# Solution key: monopole Coulomb and exchange integrals, from a dimer to a CdSe dot of radius 2 nm

**Conventions.** Energies are in eV or meV and lengths in Å, with $\kappa=e^2/4\pi\varepsilon_0=14.3996$ eV Å. Two-body integrals are ordered so that labels 1 and 4 share a coordinate:
$$\langle 12|W|34\rangle=\iint \psi_1^*(\mathbf r)\,\psi_2^*(\mathbf r')\,W(\mathbf r,\mathbf r')\,\psi_3(\mathbf r')\,\psi_4(\mathbf r)\,d^3r\,d^3r'.$$
Compiled values for wurtzite CdSe: $a=4.2985$ Å, $c=7.0152$ Å (PVEducation), gap 1.732 eV (Abedi 2022), $\varepsilon_\infty=6.1$ and $\varepsilon_s=9.5$ (Rakita 2019). With the ideal internal parameter 3/8 the bond length is $d=3c/8=2.6307$ Å. The volume per formula unit is $\Omega=\sqrt3\,a^2c/4=56.13$ Å$^3$, so a sphere of $R_0=20$ Å holds 597 units.

## (a) Reduce the integral to site charges

Expand $\psi_a=\sum_{R\alpha}c_a(R\alpha)\chi_{R\alpha}$ in orthonormal (Löwdin) orbitals. Neglect of differential overlap replaces $\chi^*_{R\alpha}\chi_{R'\beta}$ by $\delta_{RR'}\delta_{\alpha\beta}|\chi_{R\alpha}|^2$ inside the integral. The monopole step then lets the interaction of two such densities depend on their sites only. Inserting both,
$$\langle 12|W|34\rangle=\sum_{RR'}\rho_{14}(R)\,W(R,R')\,\rho_{23}(R'),\qquad \rho_{ab}(R)=\sum_\alpha c_a^*(R\alpha)\,c_b(R\alpha).$$
Orthonormality gives the sum rule $\sum_R\rho_{ab}(R)=\delta_{ab}$. For a valence state $v$ and a conduction state $c$,
$$J=\langle vc|W|cv\rangle=\sum\rho_{vv}W\rho_{cc},\qquad K=\langle vc|W|vc\rangle=\sum\rho_{vc}W\rho_{cv}.$$
$J$ couples two unit charges. $K$ couples two neutral distributions, so a constant added to $W$ shifts $J$ and leaves $K$ unchanged.

## (b) Two sites, two electrons: $J$, $K$ and the splitting

Take one orbital on site A (cation, energy $+\Delta/2$) and one on site B (anion, $-\Delta/2$), hopping $-t$, and $W_{AA}=U_A$, $W_{BB}=U_B$, $W_{AB}=V$. Write
$$v=\sin\theta\,A+\cos\theta\,B,\qquad c=\cos\theta\,A-\sin\theta\,B .$$
The charges on (A, B) are $\rho_{vv}=(\sin^2\theta,\cos^2\theta)$, $\rho_{cc}=(\cos^2\theta,\sin^2\theta)$ and $\rho_{vc}=(q,-q)$ with $q=\tfrac12\sin2\theta$. Using $\sin^4\theta+\cos^4\theta=1-2q^2$,
$$K=q^2(U_A+U_B-2V),\qquad J=V+K .$$
The spatial functions $(vc\pm cv)/\sqrt2$ belong to the singlet and the triplet. They have the same one-body energy and the interaction energies $J\pm K$, so
$$E_S-E_T=2K .$$
The triplet value $J-K=V$ is independent of $\theta$, as it must be: two parallel spins sit one on each site. Measured from closed-shell Hartree–Fock levels, the excitation energies are $\epsilon_c-\epsilon_v-J$ (triplet) and $\epsilon_c-\epsilon_v-J+2K$ (singlet).

**Full CI.** Let $U_A=U_B=U$. The triplet is the only state of its spin, so $E_T=V$ exactly. In the singlet basis $\{AA,\,BB,\,(AB+BA)/\sqrt2\}$,
$$H=\begin{pmatrix}U+\Delta&0&-\sqrt2t\\0&U-\Delta&-\sqrt2t\\-\sqrt2t&-\sqrt2t&V\end{pmatrix}.$$
For $\Delta=0$, $\theta=\pi/4$ and $q=\tfrac12$. The odd state $(AA-BB)/\sqrt2$ is the $vc$ singlet, it is an eigenvector with energy $U$, and
$$E_S-E_T=U-V=2K\quad\text{exactly, for every }t .$$
The even singlets lie at $\tfrac12(U+V)\mp\sqrt{\tfrac14(U-V)^2+4t^2}$. With illustrative $U=8$ eV, $t=2$ eV and the bare $V=\kappa/d=5.474$ eV, $J=6.737$ eV, $K=1.263$ eV and $2K=2.526$ eV. The spectrum is 2.542, 5.474 (triplet), 8 and 10.932 eV.

For $\Delta\neq0$ parity is lost. The energy of $v^2$ is $U-\Delta\cos2\theta-\tfrac12(U-V)\sin^22\theta-2t\sin2\theta$, stationary when $\Delta=(U-V)\cos2\theta+2t\cot2\theta$. The value $\Delta=3.573$ eV gives $\theta=30^\circ$, $q^2=3/16$ and $2K=1.89$ eV. The $vc$ singlet doesn't couple to $v^2$ (Brillouin's theorem), but it couples to $c^2$ through $\sqrt2\,(U-V)\sin2\theta\cos2\theta=1.55$ eV. Diagonalising $H$ gives $E_S-E_T=1.46$ eV, so $2K$ carries an error of 0.43 eV against full CI. The rule $2K$ is a single-configuration result, exact where symmetry isolates the configuration.

## (c) Two dimers: the order of the long-range terms

Place two parallel symmetric dimers side by side at distance $L$, with no hopping between them and $W=\kappa/\varepsilon r$. Four pairs of charges contribute to each integral:
$$J_{12}=\frac{\kappa}{2\varepsilon}\left[\frac1L+\frac1{\sqrt{L^2+d^2}}\right],$$
$$K_{12}=\frac{2q^2\kappa}{\varepsilon}\left[\frac1L-\frac1{\sqrt{L^2+d^2}}\right]=\frac{\kappa q^2}{\varepsilon}\left[\frac{d^2}{L^3}-\frac{3d^4}{4L^5}+\dots\right].$$
Here $J_{12}$ joins $\rho_{vv}$ on dimer 1 to $\rho_{cc}$ on dimer 2, and $K_{12}$ joins the two transition densities. The $1/L$ term cancels in $K_{12}$, and the first survivor is the interaction of two dipoles of length $qd$. End to end, the same four terms give $-2q^2\kappa d^2/[\varepsilon L(L^2-d^2)]$, which tends to $-2$ times the side-by-side dipole value. In general, Taylor expansion of $W$ about the two centres loses every term that contains $\sum\rho_{vc}$ and leaves
$$K_{12}\simeq\frac{\kappa}{\varepsilon L^3}\left[\mathbf p_1\cdot\mathbf p_2-3(\mathbf p_1\cdot\hat{\mathbf L})(\mathbf p_2\cdot\hat{\mathbf L})\right],\qquad \mathbf p=\sum_R \mathbf R\,\rho_{vc}(R).$$
With $q=\tfrac12$ and $\varepsilon=6.1$ at all distances, a simplification of the model:

| $L$ (Å) | $J_{12}$ (meV) | $K_{12}$ (meV) | dipole term (meV) |
|---|---|---|---|
| 4.2985 | 508.8 | 40.4 | 51.4 |
| 20 | 117.5 | 0.504 | 0.511 |

The singlet excitation hops between the dimers with matrix element $2K_{12}$. The triplet doesn't hop, because the direct element needs $\rho_{v_1v_2}$, which vanishes for states on disjoint sites.

## (d) Direct term in a hard sphere

Give electron and hole the envelope $\phi(r)=\sin(\pi r/R_0)/(r\sqrt{2\pi R_0})$. The charge summed over a cell is $\Omega\phi^2$, and for $R_0\gg a$ the double sum becomes an integral. With $x=r/R_0$ the radial density is $1-\cos2\pi x$ and the enclosed charge is $Q(x)=x-\sin(2\pi x)/2\pi$. Spherical shells interact through $1/r_>$, and the two orderings of the radii contribute equally:
$$J=\frac{\kappa}{\varepsilon R_0}\,2\int_0^1(1-\cos2\pi x)\frac{Q(x)}{x}\,dx .$$
The four products integrate to $1$, $0$, $-\mathrm{Si}(2\pi)/2\pi$ and $+\mathrm{Si}(4\pi)/4\pi$, the last from $\sin2\pi x\cos2\pi x=\tfrac12\sin4\pi x$. With $\mathrm{Si}(2\pi)=1.41815$ and $\mathrm{Si}(4\pi)=1.49216$,
$$J=\left[2-\frac{\mathrm{Si}(2\pi)}{\pi}+\frac{\mathrm{Si}(4\pi)}{2\pi}\right]\frac{\kappa}{\varepsilon R_0}=1.786\,\frac{e^2}{4\pi\varepsilon_0\varepsilon R_0}.$$
The confinement scale $\hbar^2\pi^2/2m_0R_0^2=94$ meV exceeds a typical LO phonon energy of about 26 meV even for the free-electron mass, so $\varepsilon_\infty$ is the natural choice. Then $\kappa/\varepsilon R_0=118.0$ meV and the model's $J$ is 211 meV; $\varepsilon_s$ would give 135 meV.

*Lattice correction.* On-site terms carry the weight $\Omega\int\phi^4d^3r$. Integrating by parts, with $d(\sin^4u)/du=\sin2u-\tfrac12\sin4u$,
$$R_0^3\int\phi^4d^3r=\int_0^\pi\frac{\sin^4u}{u^2}du=\mathrm{Si}(2\pi)-\tfrac12\mathrm{Si}(4\pi)=0.6721 .$$
Hence $\Omega\int\phi^4d^3r=4.715\times10^{-3}$, the inverse of 212 effective cells. An unscreened $U=8$ eV contributes at most 38 meV, falling as $R_0^{-3}$ against $R_0^{-1}$ for $J$.

*Dielectric mismatch.* In surroundings of constant $\varepsilon_o$, continuity of potential and displacement at $R_0$ adds
$$W_{\rm img}=\frac{\kappa}{R_0}\sum_l\frac{(l+1)(\varepsilon-\varepsilon_o)}{\varepsilon\,[\,l\varepsilon+(l+1)\varepsilon_o]}\left(\frac{rr'}{R_0^2}\right)^lP_l(\cos\gamma).$$
Spherical densities see only $l=0$, which raises $J$ by $(\kappa/R_0)(1/\varepsilon_o-1/\varepsilon)=242$ meV for an illustrative $\varepsilon_o=2$. This exceeds the 1.786 term. In the energy of the neutral pair it cancels against the $l=0$ parts of the two self-energies $\tfrac12W_{\rm img}(\mathbf r,\mathbf r)$; their $l\ge1$ parts remain.

## (e) Exchange in the sphere

Treat the band edges as cubic and $sp^3$: the zone-centre conduction state is pure $s$, the valence triplet pure $p$. The site charges of the zone-centre Bloch pair then vanish on every atom, unlike those of the dimer, and arise only from the variation of the envelope. With the site-diagonal position operator, $\rho(\mathbf k)=\sum_R\rho_{vc}(R)e^{-i\mathbf k\cdot\mathbf R}=\langle v|e^{-i\mathbf k\cdot\hat{\mathbf r}}|c\rangle$. Between Bloch states this operator gives the overlap $\langle u_{v,\mathbf q-\mathbf k}|u_{c,\mathbf q}\rangle$, which is zero at $\mathbf k=0$ and equals $-i\mathbf k\cdot\mathbf d_{vc}$ to first order, $\mathbf d_{vc}$ being the interband position element. With $g=\phi^2$,
$$\rho(\mathbf k)=-i\,\mathbf k\cdot\mathbf d_{vc}\,\tilde g(\mathbf k),$$
which is the bound charge $-\nabla\cdot(\mathbf d_{vc}\,g)$ of a polarisation: total charge zero, total dipole $\mathbf d_{vc}$. Taking $\varepsilon_\infty$ as the background screening by all transitions left out of the CI space,
$$K_{\rm LR}=\int\frac{d^3k}{(2\pi)^3}\,\frac{4\pi\kappa}{\varepsilon k^2}\,|\mathbf k\cdot\mathbf d_{vc}|^2|\tilde g|^2=\frac{4\pi}{3}\frac{\kappa\,d_{vc}^2}{\varepsilon}\int\phi^4d^3r=\frac{4\pi}{3}\,(0.6721)\,\frac{\kappa\,d_{vc}^2}{\varepsilon R_0^3},$$
by the angular average $\langle k_ik_j\rangle=k^2\delta_{ij}/3$ and Parseval's theorem. The prefactor of $d_{vc}^2$ is 0.8307 meV Å$^{-2}$.

From $[H,z]=-i\hbar p_z/m_0$ and the Kane energy $E_P=2|\langle S|p_z|Z\rangle|^2/m_0$ follows $d_{vc}^2=(\hbar^2/2m_0)E_P/E^2$, with $\hbar^2/2m_0=3.810$ eV Å$^2$. Take a typical $E_P\approx17.5$ eV. The bulk gap gives $d_{vc}^2=22.2$ Å$^2$ and $K_{\rm LR}=18$ meV. The commutator holds between the confined states, so for the total dipole $E$ should be the single-particle gap of the dot, taken as approximately 2.3 eV. Then $d_{vc}^2=12.6$ Å$^2$, $K_{\rm LR}=10.5$ meV, and without spin–orbit coupling the model's splitting is $2K_{\rm LR}\approx21$ meV.

**Spin–orbit coupling.** The valence splitting of CdSe, approximately 0.4 eV, far exceeds $K$, so total spin isn't a good quantum number. The exchange matrix is $K\delta_{ij}$ in the $p$ index, so the operator is $2K$ times the projector on spin singlets. A $j=3/2$ hole and a spin-½ electron form $F=2$ and $F=1$. The singlets have total angular momentum 1, so $F=2$ has no singlet weight. For $F=1$, $M=1$,
$$|1,1\rangle=\tfrac{\sqrt3}{2}|\tfrac32,\tfrac32\rangle\downarrow-\tfrac12|\tfrac32,\tfrac12\rangle\uparrow,\qquad |\tfrac32,\tfrac12\rangle=\sqrt{\tfrac13}\,p_{+1}\!\downarrow+\sqrt{\tfrac23}\,p_0\!\uparrow,$$
and $|\tfrac32,\tfrac32\rangle=p_{+1}\!\uparrow$. The overlap with $p_{+1}(\uparrow\downarrow-\downarrow\uparrow)/\sqrt2$ is $\sqrt3/(2\sqrt2)+1/(2\sqrt6)=2/\sqrt6$, a weight of 2/3. To first order the bright $F=1$ level lies $\tfrac43K$ above the dark $F=2$ level, which is 14 meV from $K_{\rm LR}$.

**Terms beyond $K_{\rm LR}$.** Three are of comparable size.

1. *On-site monopoles.* The cell charge is $-\Omega\,d_{vc}\,\partial_zg$, and $R_0^5\int(\partial_zg)^2d^3r=2.9$ by quadrature. The term $U\sum_R\rho_{vc}^2$ is 5.2 meV if one atom carries the charge and 2.6 meV if both share it equally. It falls as $R_0^{-5}$.
2. *Image term.* The $l=0$ constant drops out by the sum rule. The $l=1$ term gives $\kappa d_{vc}^2R_0^{-3}\cdot2(\varepsilon-\varepsilon_o)/[\varepsilon(\varepsilon+2\varepsilon_o)]=3.0$ meV.
3. *Intra-atomic $s$–$p$ exchange.* Part (a) discards the product $\chi_s\chi_p$ on one atom. Restoring it on Se adds $wK_{sp}\,\Omega\int\phi^4d^3r$, where $w$ is the Se $s$ weight of $c$ times the Se $p$ weight of $v$. Illustrative $w=0.4$ and $K_{sp}=2$ eV give 3.8 meV, with the same $R_0^{-3}$ scaling as $K_{\rm LR}$.

With the shared-charge value, these raise the model's $K$ to about 20 meV.

## (f) Comparison with the general statement

| General statement | What the models give |
|---|---|
| $\langle12\vert W\vert34\rangle=\sum\rho_{14}W\rho_{23}$ | exact for the dimer, which has one orbital per site and a density–density interaction; omits $K_{sp}$ in an $sp^3$ basis |
| $J\to1.786\,\kappa/\varepsilon R_0$ | limit $R_0\gg a$ with uniform $\varepsilon$; 211 meV |
| $\sum_R\rho_{vc}=0$, dipole–dipole onset | $K_{12}\propto L^{-3}$, $K_{\rm LR}\propto d_{vc}^2R_0^{-3}$ |
| $E_S-E_T=2K$ | exact for the symmetric dimer; single-configuration otherwise; $\tfrac43K$ for a $j=3/2$ hole |

As typical knowledge, the exchange separation of the $F=1$ and $F=2$ multiplets in CdSe dots of this size is of order 10 to 20 meV, and the lowest dark–bright gap is a few meV because crystal field and shape split the multiplets further; the model's 14 meV nearly doubles when the three corrections are added, and that total is too high by roughly a third to somewhat more than a factor of two. The direction is the expected one. A hard wall with identical $1S$ envelopes overstates $\int\phi_e^2\phi_h^2\,d^3r$, which finite barriers and the $D$-wave admixture of the $1S_{3/2}$ hole both reduce.